Q: This table follows an electron through a slab of five platinum layers, from the vacuum below to the vacuum above. The slab has two equivalent faces, yet the lower half of the table doesn't mirror the upper half. Do the layers carry different charges?

Scalar-relativistic LDA calculation with Ansatz 0.2.0 (plane waves, PAW) for an unrelaxed five-layer Pt(111) slab, without spin polarization. Cutoff 420 eV, 12×12×1 k mesh, Gaussian smearing of 0.1 eV, dipole correction at the cell boundary. The potential energy is the smooth electrostatic part, averaged over planes parallel to the surface.

```tsv
height (Å)	potential energy of an electron from the Fermi level (valence top where gapped) (eV)
2.69	6.080
3.28	6.080
3.88	6.080
4.48	6.060
5.07	6.010
5.67	5.670
6.27	3.770
6.86	-8.230
7.46	-23.140
8.06	-11.400
8.65	0.570
9.25	-12.250
9.85	-23.320
10.44	-8.510
11.04	0.020
11.64	-15.490
12.23	-22.510
12.83	-5.520
13.43	-0.890
14.02	-18.220
14.62	-20.850
15.22	-2.830
15.81	-2.220
16.41	-20.290
17.01	-18.170
17.60	0.380
18.20	5.100
18.80	5.910
19.39	6.050
19.99	6.070
20.59	6.080
21.18	6.080
```

A: Start with where the atoms are. The middle layer lies at a height of 12.08 Å, and the layers are 2.29 Å apart. The rows are about 0.6 Å apart, so four steps carry you slightly farther than one layer spacing. Each time you reach the next layer, your reading has slipped upwards by about 0.09 Å relative to the atoms.

Q: That is a very small slip. Can it matter?

A: It adds up, and the potential is steep. Near the lowest layer the closest row almost hits the atomic plane. By the fourth layer it lies 0.24 Å above the plane, and at the fifth the closest row is 0.26 Å below it. Those last two rows read the side of a well and not its bottom, so their wells look shallower.

Q: How would I tell that from a real difference between the layers?

A: Give all the layers the same well and see whether the uneven readings come back. Inside the slab the pattern repeats with the layer spacing, and the simplest curve that does so is a cosine with its minima on the atomic planes:

$$V(z)=V_0-V_1\cos\left(\frac{2\pi z}{d}\right)$$

Here $V$ is the tabulated potential energy, $z$ the height measured from any atomic plane and $d$ the layer spacing. The geometry fixes the position and period of the wave. Only the mean $V_0$ and the amplitude $V_1$ are free, and a least-squares fit to the 16 rows from 7.46 to 16.41 Å gives $-11.2$ and 12.1 eV.

Q: Does one wave do justice to all five layers?

A: Its typical miss is 0.2 eV and its largest 0.4 eV, on a curve that swings by about 24 eV. The clearest case is the two outermost layers, which are equivalent by symmetry. Their nearest rows differ by 2.85 eV, and the common wave gives the same difference. Both rows were in the fit, but a wave with equal wells can produce that difference only through their positions. The unevenness is therefore no evidence for unequal charges.

Q: Why should a row of atoms look like a plain cosine? I thought the potential near a nucleus was a deep spike.

A: It is, but this is the smooth potential of a plane-wave calculation, in which the spike at each nucleus has been replaced by something gentle. Averaging over the plane smooths it further. What survives is mostly the slowest wave that fits the layers. The price is that the well depth depends on how the spike was smoothed, so you shouldn't read it as a physical property of platinum.

Q: Then let me leave the wells and go outside. The potential climbs to the same flat value on both sides. What holds it there?

A: Far from the slab the charges of the nuclei and electrons cancel, so their mean electrostatic field vanishes and the potential is flat. A real electron out there is also drawn to the metal by the charge it displaces in it. LDA misses that pull, which dies away farther out and doesn't change the final level. The two levels could still differ if the slab had a positive and a negative face. Here the faces are equivalent, and both levels come out at 6.08 eV. Since the zero of the table is the Fermi level, the energy of the most loosely bound electrons in the metal, this height is the work function: the energy needed to take an electron out.

Q: May I use that number for a real platinum surface?

A: Only as an estimate, since it is the LDA value for this particular slab. The atoms were not allowed to relax in LDA, and the outer layers are still being pulled inwards. Spin-orbit coupling, which matters for an element this heavy, is left out, and five layers make a thin slab. How far each of these would shift the work function is untested here. The run also warned that its exchange-correlation potential is rough where the electron density is thin. The flat plateaus can't test that, because the table leaves this potential out.

Q: The approach to the plateau also looks lopsided. On the lower side the last row before the steep drop reads 5.67 eV, while its counterpart on the upper side reads only 5.10 eV.

A: They aren't at the same distance from the metal. The first lies 1.83 Å outside its outer atomic plane, the second 1.53 Å. Close to the surface you are still within the thin cloud of electrons that spills out of the metal. Part of the negative charge is then farther out than you are, so the charge behind you is positive on balance and attracts an electron. Each step outwards leaves less of the cloud beyond you, and the attraction fades.

Q: How quickly does it fade?

A: Nearly exponentially. Far enough out, the electrons are tunnelling into a region where they lack the energy to be free, so their density falls by a constant factor for each equal step. Poisson's equation makes the curvature of the potential proportional to that density, and an exponential keeps its shape when you differentiate it twice. The potential must therefore approach the plateau at the same rate as the density dies out. Whether this simple form also serves closer in has to be tried on the rows.

Write $D$ for the depth of the potential below the plateau and $x$ for the distance from an atomic plane:

$$D(x)=D_0\,e^{-qx}$$

I fitted a straight line to the logarithm of $D$ by least squares. It used the six rows that lie more than 0.9 Å outside an outer plane and still more than 0.05 eV below the plateau. The decay rate $q$ is 2.9 per Å, and the line meets each of the six depths to within about 2 %. Three of the rows come from each face, so the two edges follow one and the same tail.

Q: Can I see where that rate comes from?

A: Only its size. Far out, an electron at the Fermi level faces a barrier as high as the work function $W$, and its density then decays at the rate $2\sqrt{2mW}/\hbar$, with $m$ the electron mass. That gives 2.5 per Å, the right size but somewhat slow. The fitted rows, however, lie closer in, where the barrier is lower than $W$. Its electrostatic part has already sunk to 0.38 eV at the innermost of them, and exchange and correlation, which this table leaves out, lower it further and may remove it there. By itself that would slow the decay, not speed it up, and so close in the exponential is a fit and not a law of tunnelling. Electrons that are more deeply bound, or that spend part of their energy on moving sideways, decay faster and also count so close to the surface. The smoothing near the atoms may touch the innermost rows as well. I haven't separated these effects.

Q: So the outside is a tail and the inside is a wave. Are these two different kinds of physics?

A: No, and two rows show the connection. The row at 17.60 Å lies 0.93 Å outside the top layer, and the row at 13.43 Å lies 0.95 Å from its nearest layer, but inside the slab. With almost the same distance to the nearest atoms, the inner row is lower by more than 1 eV. It has a second layer on its other side, and it feels the tail of that one too.

Q: Then the height of a crest between two layers should follow from the tail I see outside.

A: It does, to a fair approximation. Picture the slab as a stack of neutral sheets, each wrapped in its own electron cloud. Potentials of separate charges add, so between two sheets you subtract both tails from the plateau:

$$V\approx W-D(x)-D(d-x)$$

Take the row at 8.65 Å, which is practically midway between two layers and played no part in the fit of the tail. The fitted line gives a depth of 0.98 eV at 1.53 Å from a plane. The midpoint is closer by 0.39 Å, which multiplies the depth by $e^{2.92\times0.39}\approx3.1$ and makes it 3.0 eV.

The other layer contributes the same again, so together they pull the potential down by about 6.0 eV. Subtracted from a plateau of 6.08 eV, that leaves a crest just above the Fermi level, at roughly 0.1 eV. The table has 0.57 eV. A single tail would have put the crest near 3 eV.

Q: The other crests are lower, though. The last one reads $-2.22$ eV.

A: That is the slip again. Going up through the slab, the rows nearest the crests drift away from the midpoint and towards a layer, where one of the two tails grows faster than the other shrinks. The sum of tails follows this descent and stays within about 0.5 eV of all four crest readings. It comes closest for the last one, but I wouldn't make much of that, because this row is slightly nearer to a plane than any row used to fit the tail.

Q: What have I learned about platinum if the sum works? Potentials always add.

A: They do, so the addition itself is no discovery. What is being tested is whether the charge in the slab resembles a stack of sheets that keep their own clouds. At the crests the potential is what such a stack would give, to within about a tenth of the total lowering. The remaining half electronvolt at the first crest contains whatever charge moved when the layers were joined, together with the crudeness of a pure exponential. These rows don't tell the two apart.

Q: Why not use the tails for the wells as well, and drop the cosine?

A: An exponential keeps getting steeper as you approach the plane and would end in a sharp point, whereas the computed well has a rounded bottom. The tail is a good description well away from the atomic planes, and the wave is a good one where the layers repeat. The wave fails in its turn outside the slab, where it goes on expecting another layer.

Q: The crests near the midpoints lie close to the Fermi level. Is that a property of metals?

A: It is a coincidence of sizes. Two tails at half the layer spacing happen to add up to about the work function. If you drew the layers apart and each kept its cloud, the tails would overlap less and the crests would rise towards the plateau. Pushing the layers together would lower them.

Q: And the crest that lies above the Fermi level, does it hinder electrons from moving between layers?

A: You can't conclude that from this curve. It holds only the electrostatic part of the energy. Exchange and correlation lower the energy of an electron further wherever other electrons are around, and between the layers there are plenty. The smoothing near the atoms may also reach into the crests. Read the crests as a sign that the tails of neighbouring layers overlap, and the plateau as the cost of leaving the metal.
